**Q:** I have two rankings of the same six AlBGaH₃ structures, and they look like lists for different molecules. What went wrong?

Isolated, neutral AlBGaH₃ molecules, calculated with Ansatz 0.2.0 and xtb 6.7.1. The functional energies are r2SCAN-D4/def2-SVP single points at GFN2-xTB minima, with singlets treated as closed shells and no search for lower SCF states. Numbers in parentheses label the heavy atoms that the links join.

| structure | energy above the lowest, functional (kcal/mol) | energy above the lowest of its own list, GFN2-xTB (kcal/mol) | heavy atoms with their hydrogens, and links | spin multiplicity |
| --- | --- | --- | --- | --- |
| 3 | 0.000 | 10.450 | AlH2(1) BH(2) Ga(3); links 1-2, 1-3, 2-3 | 3 |
| 5 | 7.170 | 16.200 | AlH(1) BH2(2) Ga(3); links 1-2, 1-3 | 3 |
| 2 | 10.410 | 7.280 | AlH(1) BH(2) GaH(3); links 1-2, 1-3, 2-3 | 1 |
| 6 | 11.490 | 14.370 | Al(1) BH2(2) GaH(3); links 1-2, 1-3, 2-3 | 1 |
| 1 | 17.640 | 0.000 | AlH2(1) BH(2) Ga(3); links 1-2, 1-3, 2-3 | 1 |
| 4 | 23.560 | 2.900 | AlH2(1) BH(2) Ga(3); links 1-2, 2-3 | 1 |

**A:** Start with what each method prefers. Each energy column has its own zero, so compare structures within a column first. Which structures does each level put at the bottom?

**Q:** The functional puts the two triplets, 3 and 5, lowest. GFN2-xTB puts singlets 1 and 4 lowest. I think I know why: this tight-binding method has no spin-polarisation term, so it treats triplets unfairly.

**A:** Say what "unfairly" means physically.

**Q:** Two electrons with parallel spins avoid each other, which lowers their repulsion. That is the exchange gain of a triplet. To make the triplet, one electron has to move up to a higher orbital. Tight binding charges for the move but never pays the gain.

**A:** Good, and one pair shows it well. Structures 1 and 3 have the same hydrogens on the same atoms and the same links, but 1 is a singlet and 3 a triplet. In GFN2-xTB the orbital gap of structure 1 is 0.79 eV, or about 18 kcal/mol, which is roughly the price of moving the electron. After the atoms relax, the triplet still lies 10.45 kcal/mol above the singlet. With the functional it lies 17.64 kcal/mol below.

**Q:** Then the case is closed. The absent spin term explains the reordering.

**A:** It explains why triplets should move down. Test whether it explains the rest. Suppose the exchange gain is about the same for both triplets. What may then happen to the four singlets?

**Q:** Nothing. They have no parallel pair to reward, so their order should survive.

**A:** Work it out for structures 1 and 2. The simplest model takes each GFN2-xTB energy, adds one constant for the different zeros, and adds a second constant for triplets only. Fitted to all six structures, the first constant is 9.6 kcal/mol. What does the model predict for these two singlets?

**Q:** Structure 1 goes from 0 to 9.6, and structure 2 from 7.3 to 16.9. So 1 stays 7.3 kcal/mol below 2. But the functional puts 1 above 2 by 7.2, and both structures were even part of the fit.

**A:** No other value of the constants would help, because both singlets receive the same correction. The functional also places 4 above 2 and 6, where GFN2-xTB has it below them. Your explanation accounts for the direction in which the triplets move, but it can't be the whole story for these energies.

**Q:** So what do the misplaced singlets have in common?

**A:** Look at the gallium. In singlets 2 and 6 it carries a hydrogen. In 1 and 4 it is bare, and aluminium carries two hydrogens instead. Going from GFN2-xTB to the functional, the bare-gallium singlets rise by about 19 kcal/mol on average relative to the other two.

**Q:** Then perhaps tight binding simply overrates the AlH₂ group. That would be an error in the bonding, separate from spin.

**A:** The triplets offer a check. Structure 3 has an AlH₂ group and structure 5 has only AlH. If AlH₂ were overrated whatever the spin, 3 should rise strongly relative to 5 when you change to the functional. Does it?

**Q:** No. The functional minus GFN2-xTB difference is −10.5 kcal/mol for 3 and −9.0 for 5. They move almost together, and the small difference has the opposite sign. What about bare gallium, then? Both triplets have that.

**A:** That version passes. With one constant for triplets and one for bare gallium, the model restores the functional's order of all six structures. When each structure is left out in turn and predicted from the others, the typical error is about 4 kcal/mol, against 11 for the spin-only model. The printed output after our exchange gives the three fits.

**Q:** So bare gallium is the cause?

**A:** Be careful with that step. Three constants for six structures do no more here than average three pairs: the triplets, the bare-gallium singlets and the singlets with GaH. Both triplets have bare gallium, so a large bonding error can be offset by a large exchange gain. The same numbers would result from a smaller exchange gain and a fault confined to singlets 1 and 4. A triplet with hydrogen on gallium would separate the two readings.

**Q:** What fault could be confined to those singlets?

**A:** One that sits in the functional calculation. Structure 1 was computed as a closed shell, with its electrons forced to share orbitals in pairs. When the gap is small, two electrons may prefer separate orbitals while keeping opposite spins. This is an open-shell singlet, and a closed-shell calculation puts its energy too high. The gap of structure 1 is 0.79 eV against 2.42 eV for structure 2, so 1 is the more suspect of the two.

**Q:** Would such a correction be large enough to matter?

**A:** It could be. Structure 1 needs to fall by only 7.2 kcal/mol to draw level with 2. If its two electrons are weakly coupled, the open-shell singlet should lie near the triplet, and triplet 3 is 17.6 kcal/mol below. Part of that distance may come from the triplet's own relaxed geometry, so it doesn't measure the fall. There may be room for one, but with this functional it is untested. A closed-shell HF/STO-3G calculation reports a stable solution for structure 1 and puts it below 2. But its output doesn't say whether that test let the two spins separate, and the level is too crude to decide the matter. For structure 4, which would have to fall by 13.2 kcal/mol, I am only guessing from its likeness to 1.

**Q:** Then I can't yet say which method ranks the singlets correctly.

**A:** Not for 1 and 4 against 2 and 6. The next calculation should let the two spins occupy different orbitals in all four singlets and search for lower solutions. Such a solution often mixes in some triplet, so its energy is only an estimate for the singlet. If 1 and 4 then fall below the GaH singlets, much of the apparent tight-binding error was a fault of the reference. If they stay put, relax the structures with the functional too, since its energies here were computed at GFN2-xTB geometries. Should the order survive that as well, a tight-binding error in the bonding of the bare-gallium singlets becomes the stronger explanation.

**Q:** Would I face this with the isomers of an ordinary saturated hydrocarbon?

**A:** Hardly. Their electrons are paired in bonds and their gaps are wide, so neither the exchange gain nor an open-shell singlet enters the ranking. Tight binding can still misjudge bonds or strain there, but that is a different error. Here aluminium, boron and gallium have too few electrons to fill their valence orbitals, and empty orbitals can lie close to filled ones. Before trusting a ranking of such molecules, ask which structures differ in spin, and which singlets have a small gap.

The analysis program printed:

```
fit of shift on 6 rows: constant 9.638 +/- 4.9, coefficient of dT -19.38 +/- 8.5; rms 8.02, worst 6 12.5, leave-one-out rms 10.7
fit of shift on 6 rows: constant 3.533 +/- 4.7, coefficient of dT -19.38 +/- 6.4, coefficient of dAl 12.21 +/- 6; rms 5.2, worst 3 6.81, leave-one-out rms 13.2
fit of shift on 6 rows: constant 0.125 +/- 2, coefficient of dT -28.89 +/- 2.8, coefficient of dGa 19.03 +/- 2.8; rms 1.98, worst 2 -3.01, leave-one-out rms 3.97
Functional minus GFN2 and energies predicted from GFN2 plus each fitted shift (kcal/mol):
  row   shift  spin_only  spin_and_AlH2  spin_and_bare_Ga
    3  -10.45       0.71          6.815              0.71
    5   -9.03       6.46          0.355              6.46
    2    3.13      16.92          10.81             7.405
    6   -2.88      24.01           17.9             14.49
    1   17.64      9.638          15.74             19.15
    4   20.66      12.54          18.64             22.05
Rank correlation of the two levels over all six structures: -0.6571
Triplet 3 minus singlet 1, functional (kcal/mol): -17.64
Triplet 3 minus singlet 1, GFN2 (kcal/mol): 10.45
Change of that difference from GFN2 to functional (kcal/mol): -28.09
Singlet 1 minus singlet 2, functional; also the fall that would bring 1 level with 2 (kcal/mol): 7.23
Singlet 1 minus singlet 2, GFN2 (kcal/mol): -7.28
Change of that difference from GFN2 to functional (kcal/mol): 14.51
Singlet 4 minus singlet 2, functional; also the fall that would bring 4 level with 2 (kcal/mol): 13.15
Mean shift of triplets minus mean shift of GaH singlets (kcal/mol): -9.865
Singlet 1 minus singlet 2, HF/STO-3G (kcal/mol): -13.48
Part of the change for 1 minus 2 that comes from the dispersion terms (kcal/mol): 0.4598
```
